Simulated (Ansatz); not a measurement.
**The dipole moment down a group: C to Sn**

Gas-phase molecules, one atom swapped for its congeners: C4H9Br `CC(C)(C)Br`; Ge(CH3)3Br (bromotrimethylgermane); Sn(CH3)3Br (trimethyltin bromide). The Si member is missing. All are singlets with charge 0.

Shapes, held fixed at every level: PBE0-D4/def2-TZVP. Programs: Ansatz 0.2.0. Values in D.

```json
{"level": "PBE-D4/def2-TZVPP", "C4H9Br": "2.28", "Ge(CH3)3Br": "2.85", "Sn(CH3)3Br": "3.26"}
{"level": "r2SCAN-D4/def2-TZVPP", "C4H9Br": "2.44", "Ge(CH3)3Br": "2.95", "Sn(CH3)3Br": "3.39"}
{"level": "B3LYP-D4/def2-TZVPP", "C4H9Br": "2.35", "Ge(CH3)3Br": "2.92", "Sn(CH3)3Br": "3.35"}
{"level": "wB97M-V/def2-TZVPP", "C4H9Br": "2.35", "Ge(CH3)3Br": "2.94", "Sn(CH3)3Br": "3.37"}
```

At wB97M-V/def2-TZVPP the dipole moment rises at every step, from 2.35 to 3.37 D. Every level shows the same order. For atoms past krypton def2 sets carry core potentials with scalar relativity. Relativity is left out for Br, Ge.

The dipole moment grows from the carbon compound to the tin compound with every functional, and the spread between functionals is much smaller than either step, so the ordering doesn't hinge on the choice of functional. The likely cause is a more polar and longer bond to bromine: germanium and tin are more electropositive than carbon, and their larger valence shells hold the halogen further away, so more charge is separated over a greater distance. The methyl groups temper this. Carbon is more electronegative than germanium or tin, so the metal–carbon bond dipoles partly oppose the metal–bromine one, and the total moment is not a direct measure of the polarity of the bond to bromine. Germanium and tin are close in electronegativity, which suggests that bond length and the softer, more polarisable tin centre matter more in the second step. A value for silicon can't safely be interpolated, because the filled 3d shell makes germanium more electronegative than a smooth group trend would imply.
